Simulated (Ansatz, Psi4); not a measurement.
# SiH2Br2 (dibromosilane): a line through the functionals

SiH2Br2: 5 atoms, total charge 0, spin state singlet. SMILES: `Br[SiH2]Br`. The coordinates come from a PBE0-D4/def2-TZVP relaxation.

The vertical energy of the triplet above the singlet y, in eV, basis def2-SVP; a is the functional's share of exact exchange. Programs: Ansatz 0.2.0, Psi4 1.11.

| functional | program | a | y (eV) |
| --- | --- | --- | --- |
| BLYP | Ansatz | 0 | 5.92 |
| revPBE | Ansatz | 0 | 5.94 |
| TPSSh | Psi4 | 0.1 | 6.30 |
| B3LYP | Psi4 | 0.2 | 6.35 |
| PBE0 | Psi4 | 0.25 | ? |
| r2SCAN0 | Ansatz | 0.25 | 6.51 |
| BHLYP | Ansatz | 0.5 | 6.74 |

Question: Fit y = c + s·a to the known rows and predict PBE0.

Answer: 
1. Means of the 6 rows: a = 0.1750, y = 6.293.
2. Σ(Δa)² = 0.17875, Σ(Δa·Δy) = 0.2895, so the slope is 0.2895/0.17875 = 1.6196.
3. Intercept: 6.293 − (1.6196) × 0.1750 = 6.010. The largest residual of the fit is 0.13.
4. PBE0: 6.010 + (1.6196) × 0.25 = 6.41 eV.

The run gave 6.42 eV, so the prediction is off by -0.01 eV, within the largest residual. Spin-orbit coupling is left out.

The singlet-triplet gap widens with the share of exact exchange across all the known rows, and PBE0 fits the same order. The triplet probably promotes an electron from a bromine 4p lone pair into an antibonding Si-Br σ* orbital. Semilocal exchange tends to over-stabilise the spread-out hole and unpaired electron of such a state, and exact exchange reduces this bias, which would explain the upward slope.

The share of exact exchange is not the only variable, however. r2SCAN0 and PBE0 have the same share yet give 6.51 and 6.42 eV, so the rest of the functional matters too. The line runs too low for TPSSh and r2SCAN0 and too high at both ends, which could reflect either real curvature or the meta-GGA form of those two functionals. The close hit for PBE0 therefore supports interpolation among similar hybrids, not a universal linear law. Nor does a vertical gap show whether the triplet would keep both Si-Br bonds once relaxed.
